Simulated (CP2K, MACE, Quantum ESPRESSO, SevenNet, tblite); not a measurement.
# Pressure, energy and gap of a compressed Sr–Li aluminosilicate glass with PBE, LDA, GFN1-xTB and two machine-learned potentials

A cover glass under a sharp contact is squeezed locally by several gigapascals, and its resistance depends on how steeply pressure rises as volume falls. A simulation meant to supply that stiffness must also place the zero of pressure at the right volume, and the two demands test a method differently. Here one 88-atom cell of glassy 64SiO2-28Al2O3-4SrO-4Li2O is taken from 6 % compression to 6 % expansion. Six levels of theory are applied to the same SevenNet-0 geometries. Pressure is positive under compression, energy is counted per atom from the unchanged cell at the same level, and the gap is the Kohn-Sham gap at Γ. One small sample stands for the glass, so the comparison concerns methods more than the material.

## Method

One cell of 88 atoms: 88 atoms (16 Si, 14 Al, 1 Sr, 2 Li, 55 O) placed at random at 2.58 g/cm³, melted at 4000 K for 10 ps at fixed volume with the Morse and Coulomb pair potential with partial charges (Pedone, Malavasi, Menziani, Cormack and Segre, J. Phys. Chem. B 110, 11780 (2006)). Quenched from 4000 K to 300 K at 200 K/ps and fixed volume, held 10 ps at zero pressure. Then the atoms were relaxed with SevenNet 0 in the fixed cell. After each change the atoms were relaxed again in the fixed cell with the same machine-learned potential, SevenNet-0; no DFT relaxation followed. All levels are single points on the same geometries, without spin polarisation; k-points Γ alone, a smearing of 0.05 eV. Levels: machine-learned interatomic potential MACE MP-0b2 small, trained on PBE(+U) plane-wave data; machine-learned interatomic potential SevenNet 0, trained on PBE(+U) plane-wave data; tblite 0.8.0, GFN1-xTB tight binding, diagonalisation; Quantum ESPRESSO 7.5, PBE, SSSP efficiency 1.3.0 pseudopotentials, plane waves (wave cutoff 816 eV); CP2K 2026.2, PBE, GTH-PBE pseudopotentials, Gaussian and plane waves, DZVP-MOLOPT-SR-GTH, diagonalisation (grid cutoff 800 Ry); CP2K 2026.2, LDA, GTH-PADE pseudopotentials, Gaussian and plane waves, DZVP-MOLOPT-SR-GTH, diagonalisation (grid cutoff 800 Ry). In the run that the rows count from, the cell has a density of 2.83 g/cm³, its pressure depends on the level, and its k-points sample 10 Å along the shortest periodic direction.

Notes on method and selection:

- The geometry is the minimum of SevenNet-0, so that potential's own rows are favoured and the others carry forces.
- The atoms move by the relaxing potential between rows, so for the other levels the pressure isn't the slope of the energy along the series.
- The k-points sample a periodic length of only 10 Å along the shortest direction; all electronic-structure levels share this error.
- The gap is read on the run's k-points alone; semilocal functionals tend to put gaps under measured ones.
- The open machine-learned potentials were trained mostly on computed crystals (Materials Project trajectories and like sets), at PBE and PBE+U unless another functional is named.
- One small sample stands for the material.
- Where atoms are relaxed at each volume, a cell can fall into another minimum, and loose force tolerances leave some of the strain unrelaxed.
- Levels beyond about forty rows are left out, to keep the table short.
- Runs that did not converge, have known faults or may not be shown are not listed, and runs on Ansatz's PAW sets soft_1 and soft_2 are kept to separate tables.

Columns:

- volume change (%): change of the cell's volume, all axes scaled alike.
- volume (Å³/atom): volume per atom.
- pressure (GPa): pressure, a third of the trace of the stress, positive under compression, without a kinetic term.
- energy (meV/atom): energy per atom less that of the unchanged cell at the same level.
- gap (eV): Kohn-Sham gap: lowest empty less highest filled level over the k-points of the run.

## Computed values

| member | level | volume change (%) | volume (Å³/atom) | pressure (GPa) | energy (meV/atom) | gap (eV) |
| --- | --- | --- | --- | --- | --- | --- |
| −6 % | MACE MP-0b2 small | −6 | 11.3203 | 7.268 | 21.224 | – |
| −3 % | MACE MP-0b2 small | −3 | 11.6816 | 5.648 | 9.577 | – |
| +0 % | MACE MP-0b2 small | 0 | 12.0429 | 3.025 | 0.000 | – |
| +3 % | MACE MP-0b2 small | 3 | 12.4042 | 0.805 | −4.243 | – |
| +6 % | MACE MP-0b2 small | 6 | 12.7655 | −1.079 | −3.748 | – |
| −6 % | SevenNet 0 | −6 | 11.3203 | 7.529 | 23.449 | – |
| −3 % | SevenNet 0 | −3 | 11.6816 | 5.799 | 9.910 | – |
| +0 % | SevenNet 0 | 0 | 12.0429 | 3.061 | 0.000 | – |
| +3 % | SevenNet 0 | 3 | 12.4042 | 0.708 | −4.359 | – |
| +6 % | SevenNet 0 | 6 | 12.7655 | −1.307 | −3.643 | – |
| −6 % | tblite GFN1-xTB | −6 | 11.3203 | −0.698 | −28.625 | – |
| −3 % | tblite GFN1-xTB | −3 | 11.6816 | −1.425 | −13.320 | – |
| +0 % | tblite GFN1-xTB | 0 | 12.0429 | −3.028 | 0.000 | – |
| +3 % | tblite GFN1-xTB | 3 | 12.4042 | −4.399 | 15.360 | – |
| +6 % | tblite GFN1-xTB | 6 | 12.7655 | −5.546 | 33.589 | – |
| −6 % | Quantum ESPRESSO, PBE | −6 | 11.3203 | 8.120 | 24.045 | 4.133 |
| −3 % | Quantum ESPRESSO, PBE | −3 | 11.6816 | 6.260 | 10.850 | 3.972 |
| +0 % | Quantum ESPRESSO, PBE | 0 | 12.0429 | 3.448 | 0.000 | 3.844 |
| +3 % | Quantum ESPRESSO, PBE | 3 | 12.4042 | 1.029 | −5.305 | 3.699 |
| +6 % | Quantum ESPRESSO, PBE | 6 | 12.7655 | −1.011 | −5.605 | 3.561 |
| −6 % | CP2K double zeta, PBE | −6 | 11.3203 | 7.548 | 19.723 | 4.074 |
| −3 % | CP2K double zeta, PBE | −3 | 11.6816 | 5.823 | 8.989 | 3.913 |
| +0 % | CP2K double zeta, PBE | 0 | 12.0429 | 3.114 | 0.000 | 3.780 |
| +3 % | CP2K double zeta, PBE | 3 | 12.4042 | 0.815 | −3.603 | 3.630 |
| +6 % | CP2K double zeta, PBE | 6 | 12.7655 | −1.140 | −2.165 | 3.486 |
| −6 % | CP2K double zeta, LDA | −6 | 11.3203 | −1.356 | −2.731 | 3.929 |
| −3 % | CP2K double zeta, LDA | −3 | 11.6816 | ? | ? | ? |
| +0 % | CP2K double zeta, LDA | 0 | 12.0429 | −4.954 | 0.000 | 3.627 |
| +3 % | CP2K double zeta, LDA | 3 | 12.4042 | −6.868 | 7.271 | 3.478 |
| +6 % | CP2K double zeta, LDA | 6 | 12.7655 | −8.473 | 18.654 | 3.338 |

Cells marked ? are withheld until the estimate has been made.

Least-squares fits to the members shown, with x = volume change (%); R² and errors in the fitted variable (y, or ln y where the fit is in ln y):

| y | level | members | fit | R² | rms residual | leave-one-out rms | the same for the mean of the others |
| --- | --- | --- | --- | --- | --- | --- | --- |
| pressure (GPa) | MACE MP-0b2 small | 5 | y = 3.151 − 0.7179 x − 9.921×10⁻⁴ x² | 1.00 | 0.21 | 0.81 | 3.8 |
| pressure (GPa) | SevenNet 0 | 5 | y = 3.184 − 0.7588 x − 0.001468 x² | 1.00 | 0.21 | 0.81 | 4.0 |
| pressure (GPa) | tblite GFN1-xTB | 5 | y = −2.932 − 0.4223 x − 0.004825 x² | 0.99 | 0.17 | 0.66 | 2.3 |
| pressure (GPa) | Quantum ESPRESSO, PBE | 5 | y = 3.564 − 0.7831 x + 2.619×10⁻⁴ x² | 1.00 | 0.20 | 0.80 | 4.2 |
| pressure (GPa) | CP2K double zeta, PBE | 5 | y = 3.239 − 0.7461 x − 3.968×10⁻⁴ x² | 1.00 | 0.20 | 0.80 | 4.0 |
| pressure (GPa) | CP2K double zeta, LDA | 4 | y = −5.017 − 0.5966 x + 0.002558 x² | 1.00 | 0.055 | 0.62 | 3.5 |
| energy (meV/atom) | MACE MP-0b2 small | 5 | y = 0.3309 − 2.125 x + 0.2351 x² | 1.00 | 0.43 | 1.6 | 12 |
| energy (meV/atom) | SevenNet 0 | 5 | y = 0.2055 − 2.282 x + 0.2703 x² | 1.00 | 0.24 | 0.90 | 13 |
| energy (meV/atom) | tblite GFN1-xTB | 5 | y = 0.2739 + 5.104 x + 0.06260 x² | 1.00 | 0.71 | 2.9 | 27 |
| energy (meV/atom) | Quantum ESPRESSO, PBE | 5 | y = 0.3206 − 2.515 x + 0.2487 x² | 1.00 | 0.43 | 1.6 | 14 |
| energy (meV/atom) | CP2K double zeta, PBE | 5 | y = 0.3417 − 1.879 x + 0.2360 x² | 1.00 | 0.51 | 2.0 | 11 |
| energy (meV/atom) | CP2K double zeta, LDA | 4 | y = −0.028636 + 1.7805 x + 0.22182 x² | 1.00 | 0.025 | 0.28 | 11 |

## Interpretation

Pressure falls with expansion at every level. For SevenNet-0 the mean slope is (−1.307 − 7.529) / 12 = −0.736 GPa per % of volume. The two machine-learned potentials and the two PBE calculations lie within 0.852 GPa of one another at each volume, and all four change sign between +3 % and +6 %. The unchanged cell is at about 3 GPa at these levels, probably because its volume was set with the pair potential, which favours a denser glass. LDA behaves differently: in the unchanged cell it lies −4.954 − 3.114 = −8.068 GPa from PBE in the same program. LDA favours shorter bonds than PBE, so a network with PBE-like bond lengths is under tension. Since the atoms are not relaxed with LDA, the shift probably exceeds what a change of equilibrium volume alone would give.

The curves bend at strong compression. With CP2K and PBE, pressure rises by 2.709 GPa from 0 to −3 %, but only by 1.725 GPa from −3 % to −6 %. The other levels with all five rows show the same softening. The atoms moved clearly farther at −6 % than at +6 %, which points to a rearrangement of the network that relieves stress.

Along this series, in which the atoms also rearrange, energy follows pressure through $P=-\mathrm{d}E/\mathrm{d}V$ only if the atomic forces vanish. Between 0 and +3 %, with 1 meV/Å³ = 0.1602 GPa, the LDA energies give −7.271 / 0.3613 × 0.1602 = −3.22 GPa, whereas the mean of the two LDA pressures is (−4.954 − 6.868) / 2 = −5.911 GPa. The difference reflects work done by the remaining forces as SevenNet-0 moves the atoms. GFN1-xTB, whose forces depart most from those of PBE, also has negative pressure in every row; its offset is therefore no safe measure of its own equilibrium density.

The gap narrows on expansion, by (3.561 − 4.133) / 12 = −0.048 eV per % in Quantum ESPRESSO. A likely cause is that the spread-out empty states, with cation s and oxygen character, fall in energy as the network opens, more than the oxygen 2p states at the valence edge.

## An estimate before looking

Plain estimates from the members shown:

- −3 % (CP2K double zeta, LDA), fit at x = −3: −3.204 GPa
- −3 % (CP2K double zeta, LDA), straight-line interpolation between −6 % and +0 %: w = (−3 − (−6)) / (0 − (−6)) = 0.500, so −1.356 + 0.500 × (−4.954 − (−1.356)) = −3.155 GPa
- −3 % (CP2K double zeta, LDA), from its own MACE MP-0b2 small value plus the mean shift CP2K double zeta, LDA − MACE MP-0b2 small over the other 4 members (−7.918, standard deviation 0.46): 5.648 − 7.918 = −2.270 GPa
- −3 % (CP2K double zeta, LDA), from its own SevenNet 0 value plus the mean shift CP2K double zeta, LDA − SevenNet 0 over the other 4 members (−7.911, standard deviation 0.64): 5.799 − 7.911 = −2.112 GPa
- −3 % (CP2K double zeta, LDA), from its own tblite GFN1-xTB value plus the mean shift CP2K double zeta, LDA − tblite GFN1-xTB over the other 4 members (−1.995, standard deviation 0.85): −1.425 − 1.995 = −3.420 GPa
- −3 % (CP2K double zeta, LDA), from its own Quantum ESPRESSO, PBE value plus the mean shift CP2K double zeta, LDA − Quantum ESPRESSO, PBE over the other 4 members (−8.309, standard deviation 0.75): 6.260 − 8.309 = −2.049 GPa
- −3 % (CP2K double zeta, LDA), from its own CP2K double zeta, PBE value plus the mean shift CP2K double zeta, LDA − CP2K double zeta, PBE over the other 4 members (−7.997, standard deviation 0.58): 5.823 − 7.997 = −2.174 GPa

The missing pressure is best reached from the CP2K PBE value at the same volume, because both functionals see the same rearranged network. A straight line through the LDA pressures alone would miss the bend between −6 % and 0. A constant mean shift is also unsuitable, since the LDA − PBE difference changes steadily: −8.904 GPa at −6 %, −8.068 at 0, −7.683 at +3 % and −7.333 at +6 %.

The difference is therefore interpolated halfway between its neighbours:

(−8.904 − 8.068) / 2 = −8.486 GPa

5.823 − 8.486 = −2.663 GPa

The same route can be tried at −3 % on levels whose pressure is shown. For Quantum ESPRESSO, the interpolated difference from CP2K PBE is (0.572 + 0.334) / 2 = 0.453 GPa, against 0.437 GPa in the table, a miss of 0.016 GPa. For GFN1-xTB it is (−8.246 − 6.142) / 2 = −7.194 GPa, against −7.248 GPa, a miss of 7.248 − 7.194 = 0.054 GPa. The root mean square of these two misses is 0.04 GPa, which is taken as one standard deviation. No further chemical correction is needed, as composition and atomic positions are identical for the two functionals.

**Committed estimate, −3 % (CP2K double zeta, LDA): pressure = −2.66 ± 0.04 GPa.**

## How the estimate fared

| member | level | volume change (%) | volume (Å³/atom) | pressure (GPa) | energy (meV/atom) | gap (eV) |
| --- | --- | --- | --- | --- | --- | --- |
| −3 % | CP2K double zeta, LDA | −3 | 11.6816 | −2.666 | −2.895 | 3.759 |

| member | estimate | pressure (GPa) | computed | estimate − computed | miss in error bars |
| --- | --- | --- | --- | --- | --- |
| −3 % (CP2K double zeta, LDA) | committed | −2.660 | −2.666 | +0.006 | 0.1 |
| −3 % (CP2K double zeta, LDA) | fit | −3.204 | −2.666 | −0.538 |  |
| −3 % (CP2K double zeta, LDA) | interpolation | −3.155 | −2.666 | −0.489 |  |
| −3 % (CP2K double zeta, LDA) | shift from MACE MP-0b2 small | −2.270 | −2.666 | +0.396 |  |
| −3 % (CP2K double zeta, LDA) | shift from SevenNet 0 | −2.112 | −2.666 | +0.554 |  |
| −3 % (CP2K double zeta, LDA) | shift from tblite GFN1-xTB | −3.420 | −2.666 | −0.754 |  |
| −3 % (CP2K double zeta, LDA) | shift from Quantum ESPRESSO, PBE | −2.049 | −2.666 | +0.617 |  |
| −3 % (CP2K double zeta, LDA) | shift from CP2K double zeta, PBE | −2.174 | −2.666 | +0.492 |  |

The computed pressure is −2.666 GPa. The estimate of −2.66 ± 0.04 GPa lies well inside its error bar and is closer than all seven plain estimates, the best of which misses by 0.396 GPa.

The argument that held is that the LDA − PBE difference varies smoothly with volume even where each pressure curve bends. At −3 % it is −2.666 − 5.823 = −8.489 GPa, against −8.486 GPa interpolated from its neighbours. The straight line through the LDA pressures came out 0.489 GPa too low because it cuts across the bend, and the constant shift from PBE came out 0.492 GPa too high because the difference grows in size on compression.

LDA also softens: its pressure rises by 2.288 GPa from 0 to −3 %, but by only 1.310 GPa from −3 % to −6 %. This supports a cause in the shared geometries rather than in one functional. It does not identify which bonds or coordination shells changed.

## Residuals

Least-squares fits to the whole series, with x = volume change (%); R² and errors in the fitted variable (y, or ln y where the fit is in ln y):

| y | level | members | fit | R² | rms residual | leave-one-out rms | the same for the mean of the others |
| --- | --- | --- | --- | --- | --- | --- | --- |
| pressure (GPa) | MACE MP-0b2 small | 5 | y = 3.151 − 0.7179 x − 9.921×10⁻⁴ x² | 1.00 | 0.21 | 0.81 | 3.8 |
| pressure (GPa) | SevenNet 0 | 5 | y = 3.184 − 0.7588 x − 0.001468 x² | 1.00 | 0.21 | 0.81 | 4.0 |
| pressure (GPa) | tblite GFN1-xTB | 5 | y = −2.932 − 0.4223 x − 0.004825 x² | 0.99 | 0.17 | 0.66 | 2.3 |
| pressure (GPa) | Quantum ESPRESSO, PBE | 5 | y = 3.564 − 0.7831 x + 2.619×10⁻⁴ x² | 1.00 | 0.20 | 0.80 | 4.2 |
| pressure (GPa) | CP2K double zeta, PBE | 5 | y = 3.239 − 0.7461 x − 3.968×10⁻⁴ x² | 1.00 | 0.20 | 0.80 | 4.0 |
| pressure (GPa) | CP2K double zeta, LDA | 5 | y = −4.833 − 0.6145 x − 0.001714 x² | 0.99 | 0.20 | 0.78 | 3.3 |
| energy (meV/atom) | MACE MP-0b2 small | 5 | y = 0.3309 − 2.125 x + 0.2351 x² | 1.00 | 0.43 | 1.6 | 12 |
| energy (meV/atom) | SevenNet 0 | 5 | y = 0.2055 − 2.282 x + 0.2703 x² | 1.00 | 0.24 | 0.90 | 13 |
| energy (meV/atom) | tblite GFN1-xTB | 5 | y = 0.2739 + 5.104 x + 0.06260 x² | 1.00 | 0.71 | 2.9 | 27 |
| energy (meV/atom) | Quantum ESPRESSO, PBE | 5 | y = 0.3206 − 2.515 x + 0.2487 x² | 1.00 | 0.43 | 1.6 | 14 |
| energy (meV/atom) | CP2K double zeta, PBE | 5 | y = 0.3417 − 1.879 x + 0.2360 x² | 1.00 | 0.51 | 2.0 | 11 |
| energy (meV/atom) | CP2K double zeta, LDA | 5 | y = 0.1355 + 1.765 x + 0.2180 x² | 1.00 | 0.17 | 0.65 | 10 |

Largest departures from the fit to the whole series:

| member | level | pressure (GPa) | fit | computed − fit | in rms residuals |
| --- | --- | --- | --- | --- | --- |
| −3 % | CP2K double zeta, LDA | −2.666 | −3.005 | +0.339 | 1.7 |
| −3 % | MACE MP-0b2 small | 5.648 | 5.296 | +0.352 | 1.7 |
| −3 % | CP2K double zeta, PBE | 5.823 | 5.474 | +0.349 | 1.7 |
| −3 % | SevenNet 0 | 5.799 | 5.447 | +0.352 | 1.7 |

The largest departures all belong to the −3 % geometry. MACE, SevenNet-0 and both CP2K levels lie 0.339 to 0.352 GPa above their fits there. Such similar departures, with the same sign, point to the common atomic positions and not to an error of one method.

The row that breaks the pattern is probably −6 %, although the fit puts the largest residual at −3 %. With CP2K and PBE, successive 3 % compressions from +6 % raise the pressure by 1.955, 2.299 and 2.709 GPa, and the last one by only 1.725 GPa. Had the last step merely equalled the one before it, the pressure at −6 % would be 5.823 + 2.709 = 8.532 GPa, which is 8.532 − 7.548 = 0.984 GPa above the computed value. A quadratic cannot follow this sudden softening and therefore passes below the −3 % point. The larger atomic movement at −6 % fits a relaxation into another minimum, which would lower the pressure as seen.

## Conclusions and limits

Between −6 % and +6 %, the two machine-learned potentials follow the PBE pressures to within 0.9 GPa, while LDA and GFN1-xTB are strongly offset on these geometries. For an intermediate volume on the same atomic path, interpolating the difference from a known level worked to within about 0.05 GPa in the three cases tried. Another glass sample need not inherit that accuracy.

A stiffness at the unchanged volume follows from the pressures at ±3 %, with $K=-V\,\mathrm{d}P/\mathrm{d}V$. SevenNet-0 gives (5.799 − 0.708) / 0.06 = 85 GPa and Quantum ESPRESSO with PBE gives (6.260 − 1.029) / 0.06 = 87 GPa. The second value describes PBE along the SevenNet-0 path, not a glass relaxed with PBE. In CP2K, PBE gives (5.823 − 0.815) / 0.06 = 83 GPa and LDA (−2.666 + 6.868) / 0.06 = 70 GPa, so the two functionals differ moderately in stiffness but strongly in the pressure itself, which with LDA stays negative at all five volumes. These values belong to a cell that is already at about 3 GPa with PBE. Nearer zero pressure, between +3 % and +6 %, SevenNet-0 gives only (0.708 + 1.307) / 0.03 × 1.045 = 70 GPa, where 1.045 is the mean volume relative to the unchanged cell.

For the gap, the missing physics matters more than the choice between these functionals. Semilocal functionals tend to put the gaps of wide-gap oxides well below measured ones, whereas PBE and LDA in CP2K differ by only 3.780 − 3.627 = 0.153 eV in the unchanged cell. Their agreement is therefore no sign that either gap is right.
